**Problem: the 4p doublet of Rb and Rb⁺ when the speed of light is scaled**

The table gives Dirac Kohn-Sham (PW91) eigenvalues ε and mean radii ⟨r⟩ of the filled 4p1/2 and 4p3/2 levels. The last column, called the gap below, is their spin-orbit splitting. The factor f multiplies the speed of light: f = 1 is physical, f = 100 is practically non-relativistic, and 0.75 and 1.25 are fictitious settings that dial relativity up or down.

Quantum ESPRESSO ld1.x 7.5; all-electron Dirac Kohn-Sham calculations of Rb and Rb⁺ with the PW91 functional, spherical densities, no spin polarisation and a point nucleus. The speed of light is multiplied by the factor shown; a factor of 1 is the physical value.

| species | Z | charge (e) | electrons | configuration | factor on the speed of light | eigenvalue (4p1/2) (eV) | eigenvalue (4p3/2) (eV) | mean radius (4p1/2) (bohr) | mean radius (4p3/2) (bohr) | ε(4p3/2) − ε(4p1/2) (eV) |
| --- | --- | --- | --- | --- | --- | --- | --- | --- | --- | --- |
| Rb | 37 | 0 | 37 | [Kr] 5s1 | 0.75 | -17.059 | -15.432 | 1.6731 | 1.7442 | 1.6274 |
| Rb | 37 | 0 | 37 | [Kr] 5s1 | 1.00 | -16.617 | -15.733 | 1.6993 | 1.7383 | 0.8837 |
| Rb | 37 | 0 | 37 | [Kr] 5s1 | 1.25 | -16.425 | -15.868 | 1.7111 | 1.7358 | 0.5567 |
| Rb | 37 | 0 | 37 | [Kr] 5s1 | 100.00 | -16.102 | -16.102 | 1.7316 | 1.7316 | 0.0001 |
| Rb+ | 37 | 1 | 36 | [Ar] 3d10 4s2 4p6 | 0.75 | -22.829 | -21.185 | 1.6631 | 1.7312 | 1.6433 |
| Rb+ | 37 | 1 | 36 | [Ar] 3d10 4s2 4p6 | 1.25 | -22.089 | -21.527 | 1.7006 | 1.7243 | 0.5619 |
| Rb+ | 37 | 1 | 36 | [Ar] 3d10 4s2 4p6 | 100.00 | -21.711 | -21.711 | 1.7208 | 1.7208 | 0.0001 |

**(a) Which level lies lower, and why do the two move in opposite directions?**

*Solution.* An electron moving through the atomic field feels a magnetic field, which adds a term ξ(r) l·s with ξ ∝ (1/c²)(1/r)dV/dr. For a p electron l·s is −1 (j = 1/2) or +1/2 (j = 3/2), so the term attracts 4p1/2 and repels 4p3/2 half as strongly. The table has these signs: relative to f = 100, 4p1/2 falls and shrinks while 4p3/2 rises and expands in all five other rows. The signs show through only because the spin-independent relativistic effects, which act on both levels alike, nearly cancel for this shell. The cancellation is not complete: in Rb at f = 1 the radii change by −0.0323 and +0.0067 bohr, so the shell contracts on average.

To first order this term leaves the mean (ε1/2 + 2ε3/2)/3 in place. In Rb at f = 1 the levels move by −0.515 and +0.369 eV, which is not 2:1. The mean has therefore moved as well, by +0.074 eV, the subject of part (f).

**(b) Is the gap proportional to 1/c²?**

*Solution.* Nearly. For Rb, gap × f² is 0.8698, 0.8837 and 0.9154 eV as f goes 1.25, 1.00, 0.75. Theory expects such an upward drift: close to the nucleus the electron is fast, and the Dirac splitting is a series in (Zα/f)², α being the fine-structure constant. For a hydrogenic 4p level it begins (Zα/f)⁴mc² × [1 + (5/8)(Zα/f)²] up to a constant, with c the scaled speed, so the leading term goes as 1/f².

Fitted to the three Rb rows with f < 2, a pure A/f² misses the tabulated gap by up to 2.8%. The exact hydrogenic 4p splitting for Z = 37 with one fitted scale misses by at most 0.22%, drifting slightly too fast and still well outside the rounding. The match does not show that the bare nuclear charge alone sets the correction. The factor 5/8 belongs to n = 4 in a pure Coulomb field and falls to 7/16 for large n. In the atom two further effects enter at the same order: the direct contraction of 4p adds weight near the nucleus, and the stronger screening by contracted inner shells removes some. The table holds only their sum, so the agreement may be partly a cancellation.

**(c) Estimate the gap at f = 1 from the rows at 0.75 and 1.25.**

*Solution.* Keep two terms, gap × f² = A + B/f², a straight line in 1/f². For Rb:

B = (0.9154 − 0.8698)/(1.778 − 0.640) = 0.0401 eV

A = 0.8698 − 0.640 × 0.0401 = 0.8441 eV

gap(f = 1) = A + B = 0.884 eV

The f = 1 row took no part in this, and its 0.8837 eV is reproduced to better than 0.001 eV. The same interpolation and the hydrogenic shape both put Rb⁺ near 0.892 eV, an estimate only. A free power law (exponent −2.10) passes equally through the two Rb⁺ rows but fails in the limit: at f = 100 the run gives 9(±1) × 10⁻⁵ eV, which the two-term form matches and the power law undershoots by roughly a third.

**(d) Where in the atom is the splitting made?**

*Solution.* For a Coulomb field ξ ∝ Z/r³, so the small inner lobes of the 4p orbital dominate. There the electron sees an inner charge Zi close to Z, while the share of time spent there depends on the screened charge Zo of the outer orbit. This Landé-type argument gives ⟨r⁻³⟩ ∝ Zi Zo²/n³ and a gap ∝ Zi² Zo²/n³ in place of Z⁴/n³.

The Rb⁺ run at f = 1.25 allows a check, with Zo = n²⟨1/r⟩ = 12.3 for 4p, where ⟨1/r⟩ is taken from the non-relativistic run of the ion. The bare charge to the fourth power gives 6.99 eV and Zo to the fourth power 0.083 eV, on either side of the tabulated 0.5619 eV. This is what one expects if the inner field sets the strength of the coupling and the outer orbit sets the weight near the nucleus.

The mixed form with Zi = Z gives 0.757 eV, about a third too high. Solved for Zi, the 2p, 3p and 4p gaps imply 35.0, 34.4 and 31.9, roughly constant and below Z. The definition of Zo is heuristic and this is one run, so the lower 4p value may reflect that definition and not a weaker inner field. By the same argument, raising Z with the electron count fixed increases both charges and should widen the gap, which is untested here.

**(e) Why does ionisation lower 4p by several eV but barely change the gap?**

*Solution.* The 5s electron sits mostly outside 4p, and a charged shell gives a nearly flat potential inside itself. Removing it lowers both levels together, by 5.609 eV at f = 100, but ξ depends on the slope dV/dr, which hardly changes. The gap widens by only 0.98% at f = 0.75 and 0.93% at f = 1.25. Scaling with ⟨r⟩⁻³ predicts about twice that, so the mean radius, weighted by the outer lobe, is a poor guide to the splitting.

**(f) Why does the 4p mean rise in Rb yet hardly move in Rb⁺?**

*Solution.* Two standard effects add. Relativity lowers the level directly through the mass-velocity term, and raises it indirectly because contracted s and p1/2 shells screen the nucleus better. The table holds only the total, higher-order spin-orbit terms included, which at f = 0.75 is −0.022 eV in Rb⁺, a near cancellation, and +0.128 eV in Rb. The small Rb⁺ remainder does not follow 1/f², whereas the difference between atom and ion does so closely.

The likely source of that difference is the 5s shell, whose repulsion e²/⟨r⟩ grows as it contracts. The same runs give ⟨r⟩ of 5s as 5.3445 bohr at f = 100 and 5.1859 bohr at f = 0.75:

5.092 eV × (5.3445/5.1859 − 1) = 0.156 eV

The table gives 0.128 + 0.022 = 0.150 eV, and f = 1.25 agrees similarly. The shell value 5.092 eV is itself 9% below the lowering in part (e), and the closeness owes something to compensation, since 1/⟨r⟩ understates ⟨1/r⟩ while relaxation of the other shells is left out. No run in the table isolates the 5s contraction, so the cause remains a supported guess.

**(g) Which digits can be trusted?**

*Solution.* As arithmetic, eigenvalue shifts hold to about 0.001 eV, so the Rb⁺ mean shift of −0.003 eV at f = 1.25 has one figure. The printed 0.0001 eV at f = 100 supports no ratio. As physics, only f = 1 describes a real atom, and there with a point nucleus, no Breit or QED terms and an unpolarised 5s electron.

The gap is a difference of orbital eigenvalues, not the doublet of a 4p-hole ion. Such eigenvalues can lie far from removal energies: non-relativistic Rb has −ε(5s) = 2.209 eV against 4.115 eV from total energies. That error, from self-interaction and missing relaxation, is largely common to 4p1/2 and 4p3/2, so the gap should suffer far less, though no hole-state run is in the table. The four digits of 0.8837 eV describe this calculation, not nature. The residuals of all fits stand in the printed output below.

Output of the analysis:

```
Shifts from the f=100 row (rounding up to 0.001 eV, 0.0001 bohr); mean = (1:2) weighted
ion f | gap*f^2 eV | d(1/2) d(3/2) d(mean) d(mean)*f^2 eV | dr(1/2) dr(3/2) dr(mean) bohr
Rb  0.75 | 0.9154 | -0.957 +0.670 +0.128 +0.072 | -0.0585 +0.0126 -0.0111
Rb  1.00 | 0.8837 | -0.515 +0.369 +0.074 +0.074 | -0.0323 +0.0067 -0.0063
Rb  1.25 | 0.8698 | -0.323 +0.234 +0.048 +0.076 | -0.0205 +0.0042 -0.0040
Rb+ 0.75 | 0.9244 | -1.118 +0.526 -0.022 -0.012 | -0.0577 +0.0104 -0.0123
Rb+ 1.25 | 0.8780 | -0.378 +0.184 -0.003 -0.005 | -0.0202 +0.0035 -0.0044
largest |gap - (e3/2 - e1/2)| from rounded columns: 0.0007 eV
Gap models, fitted to f<2 rows (f=100 gap has one digit); errors in % by rising f
Rb: rounding of gap % 0.003 0.006 0.009
Rb: A/f^2, A=0.8894 eV: -2.84 +0.65 +2.25
Rb: scale x hydrogenic Dirac 4p, scale=0.0795: +0.22 -0.05 -0.17
Rb: A/f^2+B/f^4, A=0.8439 B=0.0402 eV, B/A=0.0476: -0.01 +0.04 -0.03 (3 rows)
Rb: power law, exponent -2.101: -0.19 +0.43 -0.24 (3 rows)
Rb+: rounding of gap % 0.003 0.009
Rb+: A/f^2, A=0.9009 eV: -2.54 +2.61
Rb+: scale x hydrogenic Dirac 4p, scale=0.0802: +0.18 -0.18
Rb+: A/f^2+B/f^4, A=0.8519 B=0.0408 eV, B/A=0.0479: +0.00 +0.00 (2 rows)
Rb+: power law, exponent -2.101: -0.00 +0.00 (2 rows)
(Z alpha)^2=0.0729; x5/8 (hydrogenic n=4) 0.0456; x7/16 (large n) 0.0319
Rb+ f=100 gap: run 9(+-1)e-5 eV; two-term 8.5e-5; power law 5.6e-5
Rb f=1 from 0.75 and 1.25 only: 0.8843 eV, table 0.8837 eV
Rb+ f=1 estimate: two-term 0.8926 eV, hydrogenic shape 0.8915 eV
Ionisation: lowering L of mean 4p, against e^2/<r> of Rb 5s
f=100: L=5.609 eV, e^2/<r>=5.092 eV (-9%)
f=0.75: L=5.759, change +0.150 (x f^2 0.084), change of e^2/<r> +0.156 eV
f=0.75: gap widens 0.98%, mean r -0.70%, r^-3 gives 2.12%
f=1.25: L=5.661, change +0.052 (x f^2 0.081), change of e^2/<r> +0.053 eV
f=1.25: gap widens 0.93%, mean r -0.65%, r^-3 gives 1.96%
Rb+ f=1.25: gap eV | bare Z | Zo=n^2<1/r>, Zo^4 model | Zeff | Z^2 Zo^2 model | implied Zi=Zeff^2/Zo
2p: 38.314 | 55.95 | 32.5, 32.943 | 33.7 | 42.922 | 35.0
3p: 5.743 | 16.59 | 23.6, 2.691 | 28.5 | 6.668 | 34.4
4p: 0.562 | 6.99 | 12.3, 0.083 | 19.8 | 0.757 | 31.9
Rb+ f=1.25 mean 4p shift with extra digits: -0.0031 eV
```
